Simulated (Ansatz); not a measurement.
# Pressure, energy and Kohn-Sham gap of a 160-atom amorphous carbon cell under even compression and stretching, revPBE

I calculate what happens to one quenched cell of amorphous carbon when its volume is changed evenly and its atoms are relaxed again at each fixed cell. Hard carbon coatings often carry large internal stresses, so it matters how much pressure a given change of volume brings, and whether the network only strains or also changes its bonds. The volume change and the energy are counted from the relaxed cell, and a positive pressure means that the cell pushes outwards. The gap is the Kohn-Sham gap at Γ, in a semilocal functional that tends to put gaps too low. Everything here belongs to a single sample, and another quench would give other numbers, above all for the gap.

## How the numbers were made

One cell of 160 atoms, C in reduced formula. Start: 160 atoms (160 C) placed at random at 2.49 g/cm³, melted at 5500 K for 10 ps at fixed volume with the LCBOP (Los and Fasolino, Phys. Rev. B 68, 024107 (2003)). Quenched from 5500 K to 700 K at 500 K/ps and fixed volume, held 5 ps. Cell and atoms were then relaxed in DFT. From that cell the volume was scaled evenly and the atoms were relaxed again at each fixed cell. Ansatz 0.2.0: Kohn-Sham DFT with revPBE, PAW potentials, plane waves to 420 eV, k-points Γ alone, no spin polarisation, no spin-orbit coupling. Occupations: Gaussian smearing of 0.05 eV. The cutoff and the k-mesh are held, so the number of plane waves changes with the volume.

- volume change (%): change of the cell's volume from the relaxed cell, all three axes scaled alike.
- volume (Å³/atom): volume per atom.
- pressure (GPa): pressure, a third of the trace of the stress, positive under compression, without a kinetic term.
- energy (meV/atom): free energy per atom less that of the relaxed cell.
- gap (eV): Kohn-Sham gap: lowest empty less highest filled level over the k-points of the run.

Input lines of one member:

```
kpoints:
  mp_grid: { grid: [1, 1, 1] }
hamiltonian:
  xc: revpbe
scf:
  occupations: { method: gaussian, width: 0.05 }
relax:
  f_tol: 0.05
  max_steps: 70
```

Command (options for logging and memory left out): `ansatz run input.yaml --threads 4 --backend cpu`

## Numbers

| member | volume change (%) | volume (Å³/atom) | pressure (GPa) | energy (meV/atom) | gap (eV) |
| --- | --- | --- | --- | --- | --- |
| −10 % | −10 | 7.3334 | 21.682 | 37.306 | 0.184 |
| −6 % | −6 | 7.6593 | 12.062 | 4.422 | – |
| −3 % | −3 | 7.9038 | ? | ? | ? |
| relaxed cell | 0 | 8.1482 | −0.016 | 0.000 | 0.222 |
| +3 % | 3 | 8.3927 | −5.845 | 4.578 | 0.203 |
| +6 % | 6 | 8.6371 | −10.982 | 17.426 | 0.186 |

Cells marked ? are withheld until the estimate has been made.

Least-squares fits to the members shown, with x = volume change (%); R² in the fitted variables, residuals in the unit of y:

| y | members | fit | R² | rms residual | leave-one-out rms | standard deviation of y |
| --- | --- | --- | --- | --- | --- | --- |
| pressure (GPa) | 5 | y = −0.2165 − 1.935 x + 0.02451 x² | 1.00 | 0.14 | 0.44 | 13 |
| energy (meV/atom) | 5 | y = −2.962 + 0.8383 x + 0.4664 x² | 0.96 | 2.6 | 9.5 | 15 |

## What drives the series

The pressure falls with volume in every step between the rows shown, and the cell is stiffer when it is smaller. From −10 % to −6 % the slope is (12.062 − 21.682) / 4 = −2.405 GPa per percent; from +3 % to +6 % it is (−10.982 + 5.845) / 3 = −1.712 GPa per percent. This is the usual anharmonicity of bonds: repulsion steepens as atoms approach, while the restoring force weakens as bonds are drawn out.

The energy does not follow the same simple picture. Stretching by 6 % costs 17.426 meV/atom, but compressing by 6 % costs only 4.422, although a solid that stiffens under compression should show the opposite order. I can check this with $P=-\mathrm{d}E/\mathrm{d}V$, where 1 GPa Å³ is 6.24 meV. With the mean pressure of the two end cells, the work from the relaxed cell to −6 % would be 6.023 × (8.1482 − 7.6593) × 6.24 = 18.4 meV/atom. About 14 meV/atom is missing, or roughly 2 eV for the whole cell. Some atoms in the −6 % and −10 % cells also moved much further during relaxation than those in the other scaled cells. Together these facts point to a local rearrangement into a lower minimum. The single parabola fitted to the energies therefore mixes different structures, and I would not read an elastic constant from it.

The gap falls from 0.222 eV in the relaxed cell to 0.186 eV at +6 %. Weaker overlap between stretched neighbours, which brings bonding and antibonding levels closer, would have this sign, but a few tail or defect states could do the same. At −6 % the frontier levels are partly filled and no gap is listed, while at −10 % there is one of 0.184 eV. Such a sequence suits individual levels shifted by rearrangement better than a smooth effect of density.

## Predicting the missing value

Plain estimates from the members shown:

- −3 %, fit at x = −3: 5.809 GPa
- −3 %, straight-line interpolation between −6 % and relaxed cell: w = (−3 − (−6)) / (0 − (−6)) = 0.500, so 12.062 + 0.500 × (−0.016 − 12.062) = 6.023 GPa

Both plain estimates lean on compressed cells that have rearranged, whereas the −3 % cell is not one of the two in which atoms moved unusually far. I therefore continue the curve of the relaxed and stretched cells, using Murnaghan's form

$$P = P_0 + \frac{B}{B'}\left[\left(\frac{V_0}{V}\right)^{B'} - 1\right],$$

with $P_0$ = −0.016 GPa. The +3 % and +6 % rows fix $B$ = 207 GPa and $B'$ = 3.3. At −3 % this gives 207 / 3.3 × ((8.1482 / 7.9038)^3.3 − 1) − 0.016 = 6.6 GPa.

Tried at −6 %, the same curve gives 207 / 3.3 × ((8.1482 / 7.6593)^3.3 − 1) − 0.016 = 14.2 GPa against 12.062 in the table. It misses on the side expected if the rearrangement has relieved pressure, which is also why interpolation through that cell should come out too low at −3 %.

For the error I compare pressures with energies on the stretched side. Between +3 % and +6 % the energy difference gives a mean tension of (17.426 − 4.578) / ((8.6371 − 8.3927) × 6.24) = 8.42 GPa. The two pressures give (5.845 + 10.982) / 2 = 8.41 GPa, and the bend of the curve adds about 0.06, so I take a scatter of about 0.05 GPa per row. An error in the +3 % row enters the extrapolation about threefold and one in the +6 % row about once, which makes 0.16 GPa together. I round this up to 0.2 because the stresses of the scaled cells are loosely converged.

**Committed estimate, −3 %: pressure = 6.6 ± 0.2 GPa.**

## Result

| member | volume change (%) | volume (Å³/atom) | pressure (GPa) | energy (meV/atom) | gap (eV) |
| --- | --- | --- | --- | --- | --- |
| −3 % | −3 | 7.9038 | 6.537 | 4.922 | 0.245 |

| member | estimate | pressure (GPa) | computed | estimate − computed | miss in error bars |
| --- | --- | --- | --- | --- | --- |
| −3 % | committed | 6.600 | 6.537 | +0.063 | 0.3 |
| −3 % | fit | 5.809 | 6.537 | −0.728 |  |
| −3 % | interpolation | 6.023 | 6.537 | −0.514 |  |

My estimate of 6.6 GPa lies 0.063 GPa above the computed 6.537, well inside the error bar of 0.2. The fit was 0.728 GPa too low and the interpolation 0.514 too low, because both leaned on the rearranged cells.

What held is the assumption that the −3 % cell continues the curve of the relaxed and stretched cells. The energy agrees: the mean pressure between 0 and −3 % gives a work of (6.537 − 0.016) / 2 × (8.1482 − 7.9038) × 6.24 = 5.0 meV/atom, against 4.922 in the table. From −3 % to −6 % the same sum gives (12.062 + 6.537) / 2 × (7.9038 − 7.6593) × 6.24 = 14.2 meV/atom, yet the energy falls by 0.500. A cell that pushes outwards cannot lose energy under compression along one elastic curve, so the −6 % cell must sit in another, lower minimum.

My earlier statement that the cell is stiffer when smaller needs a limit. From −6 % to −3 % the pressure changes by only 1.842 GPa per percent, less than the 2.184 from −3 % to 0, because that step joins two structures.

## Outliers

Least-squares fits to the whole series, with x = volume change (%); R² in the fitted variables, residuals in the unit of y:

| y | members | fit | R² | rms residual | leave-one-out rms | standard deviation of y |
| --- | --- | --- | --- | --- | --- | --- |
| pressure (GPa) | 6 | y = 0.02133 − 1.961 x + 0.01949 x² | 1.00 | 0.27 | 0.55 | 12 |
| energy (meV/atom) | 6 | y = −0.9331 + 0.6217 x + 0.4235 x² | 0.94 | 3.1 | 8.5 | 14 |

Largest departures from the fit to the whole series:

| member | pressure (GPa) | fit | computed − fit | in rms residuals |
| --- | --- | --- | --- | --- |
| −3 % | 6.537 | 6.080 | +0.457 | 1.7 |
| −6 % | 12.062 | 12.489 | −0.427 | 1.6 |
| +3 % | −5.845 | −5.686 | −0.159 | 0.6 |
| −10 % | 21.682 | 21.580 | +0.102 | 0.4 |

The largest departures in pressure are neighbours of opposite sign, −3 % at +0.457 GPa and −6 % at −0.427. At 1.7 and 1.6 rms residuals neither is extreme, but the pair is what a single parabola leaves when it is drawn through two structures. The −3 % cell is the regular one here, since it follows the Murnaghan curve of the relaxed and stretched cells to within 0.1 GPa.

The −6 % cell lies 2.1 GPa below that curve. A rearrangement that lets the network pack into less space relieves pressure, which is the right sign, and the lowered energy supports it. In the energy fit this cell is the farthest off, at 4.4 meV/atom against a fitted 10.6.

The −10 % cell looks harmless in the table of departures, at +0.102 GPa, but only because an end point pulls the parabola towards itself. The Murnaghan curve gives 207 / 3.3 × ((8.1482 / 7.3334)^3.3 − 1) − 0.016 = 26.1 GPa there, 4.4 more than the computed 21.682. I count it with the −6 % cell as rearranged, though the two need not have rearranged in the same way.

## What to take away

For the four cells from −3 % to +6 %, one elastic curve describes the pressure to about 0.1 GPa. Carried on to the two most compressed cells, it misses by 2 to 4 GPa, so an estimate there needs an error bar of that size. Up to 3 % compression the network only strains; in the two smaller cells it also rearranges. Which bonds change, and whether atoms gain neighbours, cannot be told from the tables, because neighbour counts are left out.

Around the relaxed cell the slope is (6.537 + 5.845) / 6 = 2.064 GPa per percent, a bulk modulus of 2.064 × 100 = 206 GPa. A pressure of 1 GPa thus shrinks this cell by about 0.5 % in volume. I would not carry that over to hard coatings in general. The hardest of them are dense and rich in atoms with four neighbours, whereas this cell relaxed to slightly below its starting density of 2.49 g/cm³, and its share of such atoms is not given here.

Over the same four cells the gap falls steadily with volume, from 0.245 to 0.186 eV; the rearranged cells break that order. The dash at −6 %, which I passed over earlier as a gap not listed, does not mean that the gap has closed. By the definition of the column that cell has one, narrower than any in the tables, and the smearing of 0.05 eV partly fills the levels on both sides of it. The six cells therefore differ by more than the 0.06 eV that the listed gaps span. The semilocal functional probably puts all the gaps too low, so the changes from cell to cell say more than the sizes. Zero-point motion, which is left out here, would add an outward pressure and so shift the equilibrium volume up slightly.

[On method and selection: Runs that did not converge, have known faults or may not be shown are not listed, and runs on Ansatz's PAW sets soft_1 and soft_2 are kept to separate tables. Series whose pressures fit the equation of state badly weren't written up.]

[Logs are printed without paths, hosts, clocks, repeated set-up lines and the standing remarks that a program may print on its own settings, such as how far it seeks lower states.]
